**Conventions.** All concentrations are fractions of lattice sites, $\beta=1/kT$, and $z=12$ for fcc. $G_f=H_f-TS_f$ refers to the pure host. $G_b=H_b-TS_b$ is positive for attraction between a vacancy and one nearest-neighbour solute. To first order in the solute fraction $c_s$ the Lomer equation is

$$c_v=c_0B,\qquad c_0=e^{-\beta G_f},\qquad B=1-zc_s+zc_se^{\beta G_b}.$$

**1. Why $z$ and not $z+1$.** The form with $1-(z+1)c_s$ is often printed, because solutes block a fraction $c_s$ of the sites. But a vacancy adds a site. With fixed atom numbers and $N=N_A+N_B+N_v$, the derivative of $\ln[N!/(N_A!N_B!N_v!)]$ with respect to $N_v$ is $\ln(N/N_v)$. For $G_b=0$ this gives $c_v=c_0$ at any $c_s$. The blocking factor $1-c_s$ cancels against the shift $kT\ln(1-c_s)$ of the host chemical potential. The $z+1$ form makes $B$ too low by $c_s$.

**2. Dimensionless groups.** Energies enter only as $\beta G_f$ and $\beta G_b$. The first sets the scale $c_0$. The enhancement depends on one group, $B=1+X$ with $X=zc_s(e^{\beta G_b}-1)$. The bound fraction is a Fermi function,

$$f_b=\frac{zc_se^{\beta G_b}}{B}=\frac{1}{1+e^{L-\beta G_b}},\qquad L=\ln\frac{1-zc_s}{zc_s}.$$

**3. Apparent enthalpy.** Since $\partial(\beta G)/\partial\beta=H$, at fixed $c_s$

$$H_{app}=-\frac{\partial\ln c_v}{\partial\beta}=H_f-H_bf_b .$$

For constant enthalpies $\partial H_{app}/\partial\beta=-H_b^2f_b(1-f_b)$, so the Arrhenius plot bends most at $f_b=1/2$.

**4. Regimes of $\beta G_b$.**
- Weak binding: $X=zc_s\beta G_b(1+\beta G_b/2+\dots)$. Here $f_b\to zc_s$, the random value, so $H_{app}\to H_f-zc_sH_b$ and not $H_f$.
- Strong repulsion: $B$ tends to the floor $1-zc_s$, with excess $zc_se^{-\beta|G_b|}$.
- Strong attraction: $c_v=zc_se^{-\beta(G_f-G_b)}[1+e^{L-\beta G_b}]$ and $H_{app}\approx H_f-H_b(1-e^{L-\beta G_b})$.

The crossover lies at $\beta G_b=L$, that is $T^*=H_b/(kL+S_b)$. It is broad: $f_b$ goes from 0.1 to 0.9 over $2\ln9=4.39$ in $\beta G_b$.

**5. Regimes of $c_s$.** The second order depends on what a second neighbouring solute does. Take random solutes. If binding adds, the binomial average over the shell is $B_{add}=(1+X/z)^z=1+X+\frac{z-1}{2z}X^2+\dots$. If it saturates at one solute, $B_{sat}=1+[1-(1-c_s)^z](e^{\beta G_b}-1)$, which reduces $X$ by the fraction $(z-1)c_s/2$, or 5.5 % at 1 at.%. The small parameter is therefore $zc_s$ for saturating binding but $X$ for additive binding. For $c_s\to0$ the crossover has $X=1$, where $B=2$ and $B_{add}=2.61$. With additive binding the linear form fails on reaching its own crossover.

**6. Regimes of $\beta G_f$.** The mean number of vacancies beside one solute is $y=ze^{-\beta(G_f-G_b)}$. Corrections from doubly occupied shells are of relative order $y$, and the picture ends at $y=1$, or $G_b=G_f-kT\ln z$.

**7. Numbers for Al at 540 °C (813 K).** Here $kT=0.0701$ eV. Take the typical $H_f\approx0.67$ eV and $S_f\approx1\,k$, chosen to give a typical melting-point concentration, $6.5\times10^{-4}$ at about 933 K. Then $c_0=1.9\times10^{-4}$. Take $c_s=0.01$, which is typically dissolved at this temperature, and $S_b=0$. The bindings for Mg and Si are approximate, and the last row is illustrative.

| solute | $G_b$ (eV) | $\beta G_b$ | $B$ | $f_b$ | $-H_bf_b$ (eV) | $B_{add}$ | $B_{sat}$ |
|---|---|---|---|---|---|---|---|
| Mg | −0.02 | −0.29 | 0.97 | 0.09 | +0.002 | 0.97 | 0.97 |
| Si | 0.08 | 1.14 | 1.26 | 0.30 | −0.024 | 1.29 | 1.24 |
| strong binder | 0.25 | 3.57 | 5.1 | 0.83 | −0.21 | 35 | 4.9 |

With $L=1.99$ the crossover binding at 813 K is 0.14 eV. For Si $T^*=466$ K, where 1 at.% exists only as a quenched, supersaturated solution. For Si $y=0.007$, for the strong binder $y=0.08$, and $y=1$ needs $G_b=0.43$ eV. For Mg $X=-0.030$, so the $z+1$ form shifts $B$ by a third of the whole effect.

**8. A first-order term outside the shell.** Solutes also dilate a free crystal. In isotropic elasticity (Eshelby) a fraction $\phi=4\mu/(3K+4\mu)$ of a defect's relaxation volume appears as a dilatation spread through the crystal by the free surface. Let $v_s$ and $v_v$ be the relaxation volumes of solute and vacancy in units of the atomic volume $\Omega$. The mean dilatation is $\phi c_sv_s$, and the vacancy couples to it through its dipole strength $K\Omega v_v$:

$$\Delta G_f=-c_s\,\phi\,K\Omega\,v_vv_s .$$

The measured room-temperature constants $C_{11}=106.75$, $C_{12}=60.41$, $C_{44}=28.34$ GPa (compiled by Blaschke) give $K=(C_{11}+2C_{12})/3=75.9$ GPa and the Voigt average $\mu=(C_{11}-C_{12}+3C_{44})/5=26.3$ GPa, so $\phi=0.32$. With $a\approx4.05$ Å and $\Omega=a^3/4$, $K\Omega=7.9$ eV. Typical volumes are $v_v\approx-0.3$, $v_s\approx+0.4$ (Mg) and $-0.15$ (Si). The change of $B$ at first order in $c_s$, $-\beta\Delta G_f$, is then $-0.04$ for Mg and $+0.016$ for Si, somewhat less with the softer moduli at 813 K. For Mg this rivals $X$, so a nearest-neighbour $G_b$ cannot be read from $c_v$ alone.

**9. On the solvus the sign can turn.** In Al–Si wiring metal annealed with excess Si, $c_s$ follows the solubility, $\partial\ln c_s/\partial\beta=-H_s$. Since $\partial\ln B/\partial\ln c_s=X/B$,

$$H_{app}=H_f-H_bf_b+H_sX/B .$$

At 450 °C (723 K) take approximately $c_s\approx0.005$ and $H_s\approx0.5$ eV. Then $X=0.16$ and $f_b=0.19$, and the two shifts are $-0.015$ and $+0.068$ eV, net $+0.05$ eV. An attractive solute raises the slope, because heating dissolves more traps.

**10. What the total is worth.** For 1 at.% Si at 813 K the model gives $c_v=2.4\times10^{-4}$, with 30 % of the vacancies bound. A shift of 0.03 eV in $G_f$, a typical spread among quoted values, changes $c_0$ by a factor 1.5, more than $B=1.26$. The model's ratio $c_v/c_0$ is thus better defined than its absolute $c_v$.